**Question**

I computed the five lowest singlet excitations of an F₂ molecule lying beside GeH₄, with a range-separated hybrid functional.

Singlet excited states of the neutral F₂ and GeH₄ pair at its GFN2-xTB geometry, from linear-response TDDFT with the Tamm–Dancoff approximation (PySCF 2.14.0, CAM-B3LYP/def2-SVP). Pair weights refer to natural transition orbitals; hole and electron are analysed with unrelaxed difference densities.

| row | excitation energy (eV) | oscillator strength | leading pair weight | hole electron distance (Å) | hole electron overlap |
| --- | --- | --- | --- | --- | --- |
| 1 | 4.669 | 0.000 | 0.99900 | 0.101 | 0.633 |
| 2 | 4.679 | 0.000 | 0.99900 | 0.009 | 0.638 |
| 3 | 5.759 | 0.000 | 1.00000 | 2.693 | 0.076 |
| 4 | 5.852 | 0.001 | 1.00000 | 2.865 | 0.123 |
| 5 | 6.123 | 0.004 | 1.00000 | 3.353 | 0.153 |

The first two states nearly coincide, and the other three lie higher and spread out. Is there one reason for both? I am also puzzled by rows 3 to 5: hole and electron move further apart, yet their overlap grows. Shouldn't it shrink?

**Answer**

All five states put the electron in the same place, the antibonding σ* orbital of F₂. What changes is where the electron comes from. The leading pair weight is practically 1 throughout, so each state can be pictured as one electron leaving one hole orbital, once the orbitals have been chosen to suit that state. Two holes sit on F₂ and three on GeH₄, and this divides your table.

**The close pair.** In row 2 the hole is an F₂ π* orbital, with more than 99 % of it on fluorine. A free F₂ molecule has two such orbitals of equal energy, at right angles to each other, and row 1 uses the other one. The GeH₄ neighbour disturbs them slightly differently and leaves a gap of 0.01 eV. So small a gap could easily change with the method or the geometry, so don't rely on the order of the two states.

**Why this pair lies lowest.** It isn't because these electrons are easy to remove: the F₂ π* orbitals lie deeper than the Ge–H bonding orbitals that supply rows 3 to 5. But here the hole stays on the molecule that holds the excited electron, and the two interact strongly. Row 1 lies 4.0 eV below the gap between the highest occupied and lowest empty orbitals, and further still below the gap for its own, deeper hole orbital. Row 5 lies only 2.6 eV below the first of these gaps. Orbital energies alone would put the two groups in the wrong order.

**The three upper states.** These are charge-transfer states: an electron leaves a Ge–H bonding orbital and arrives on F₂. Free GeH₄ has three such orbitals of equal energy, so without the neighbour there would be nothing to tell them apart. The F₂ molecule sits on one side, and an electron there attracts a nearby hole more strongly than a distant one. In row 3 about half of the hole is on the two hydrogens that lie on either side of the plane through F₂ and germanium, both close to F₂. In row 5 about a quarter is on the hydrogen that points away from F₂, so the attraction is weaker and the excitation costs more.

A simple model puts numbers on this:

$$E \approx \Delta - c\,\frac{e^2}{4\pi\varepsilon_0}\left\langle \frac{1}{r}\right\rangle$$

Here $E$ is the excitation energy and $\Delta$ = 8.68 eV is the orbital gap. The factor $c$ = 0.65 is the share of exact exchange that this functional keeps at long range, which sets the electron–hole attraction in the calculation. The average of $1/r$ runs over the distances from the GeH₄ atoms to the two fluorines, weighted by how much of the hole each atom carries.

For row 5 this average is about 0.29 per Å. With $e^2/4\pi\varepsilon_0$ = 14.4 eV Å, the attraction is 0.65 × 14.4 × 0.29 ≈ 2.7 eV. The model then gives 8.7 − 2.7 = 6.0 eV, against 6.12 eV in the full calculation. No row was used to fit anything.

The same recipe puts rows 3 to 5 in the right order, each 0.1 to 0.2 eV too low. It gives a rise of 0.39 eV from row 3 to row 5, where the calculation has 0.36 eV. Such close agreement is partly luck, because a different treatment of the small part of the hole left on F₂ raises the estimate to 0.49 eV. A single point charge at the tabulated hole–electron distance does worse, with 0.68 eV, since a distance between centres is a poor stand-in for an average of $1/r$ when the hole is spread over a whole molecule. The printed output below has the row-by-row comparison.

Could the rise come from the hole orbitals' own energies instead? Row 3 takes its electron from a deeper orbital than the one that dominates row 5, which by itself would make row 3 the more expensive state. The model leaves this difference out, because it uses the same gap for all three rows, which is one more reason not to lean on the close agreement. In the full calculation row 3 is still the lowest of the three, so the attraction appears to outweigh the difference. Since this attraction is built into the functional, the model explains how the calculation reaches its result; it doesn't test whether nature agrees.

**Why the overlap grows with distance.** The distance compares the centres of hole and electron, whereas the overlap asks whether they share any space. The electron is almost entirely on F₂, so what counts most is the small tail of the hole on F₂. That tail grows from about 1 % of the hole in row 3 to 5 % in row 5, even as the hole's centre moves away.

Overlap follows amplitude, which is the square root of a share. Taking the scale from row 2, row 5 should have 0.638 × √(5.1/99.6) ≈ 0.14, and the table has 0.153. Row 4 fits as well as this, while row 3 comes out about 20 % too low. The tail therefore accounts for most of the irregularity.

Symmetry suggests why row 3 has the smallest tail. F₂, germanium and two hydrogens lie nearly in one plane, and the hole of row 3 changes sign across it. Such a hole can hardly mix with the F₂ orbitals that lie in this plane and point towards GeH₄. For the same reason its transition dipole has almost no component along the line joining the molecules. Symmetry does allow a component across the plane, but with so little overlap that one is tiny too. The oscillator strength, the measure of how strongly the state absorbs light, is therefore practically zero. Row 5 is free of this restriction and is the strongest of the five, though still weak.

**How far to trust the energies.** The gap between the two groups is less certain than their character. F₂ is a difficult molecule for a single-reference method, which affects the lower pair. The basis has no diffuse functions, which tends to place the transfer states too high, and their energies also depend on the separation in the tight-binding geometry. If you pulled the molecules apart, rows 3 to 5 should climb while the lower pair stayed almost still. A semilocal functional, which has no exact exchange, would miss that climb. CAM-B3LYP should catch only about two thirds of it, because its long-range share of exact exchange is 0.65 rather than 1.

Germane is a source gas for germanium films and fluorine a chamber-cleaning gas. For a mixture of the two, these states describe light absorption at a fixed geometry and say nothing about how fast the gases react.

The analysis program printed:

```
Where the hole sits (percent):
  row  on F2  on Ge  on H near mirror plane  on H off the plane
    1   95.8      2                     1.7                 0.3
    2   99.6    0.3                       0                 0.2
    3    0.9   44.3                     2.8                  52
    4    3.3   43.2                    24.9                28.6
    5    5.1   42.4                    49.4                 3.2
Transfer model in eV (zeros mean not modelled):
  row  attraction  predicted energy  predicted less computed
    1           0                 0                        0
    2           0                 0                        0
    3       3.083             5.593                  -0.1656
    4        2.95             5.726                  -0.1259
    5       2.695             5.981                  -0.1421
Overlap from the hole share on F2 (scale from row 2):
  row  predicted overlap  computed overlap
    1             0.6257             0.633
    2              0.638             0.638
    3            0.06065             0.076
    4             0.1161             0.123
    5             0.1444             0.153
Orbital gap HOMO to LUMO (eV): 8.676
Splitting of rows 1 and 2 (eV): 0.01
Step from row 2 to row 3 (eV): 1.08
Computed rise from row 3 to row 5 (eV): 0.364
Rise from atom-resolved attraction (eV): 0.3875
Same rise if the hole share on F2 is given no attraction (eV): 0.4945
Rise from one point charge at the tabulated distance (eV): 0.6841
Row 1 energy below the HOMO-LUMO gap (eV): 4.007
Row 5 energy below the HOMO-LUMO gap (eV): 2.553
```
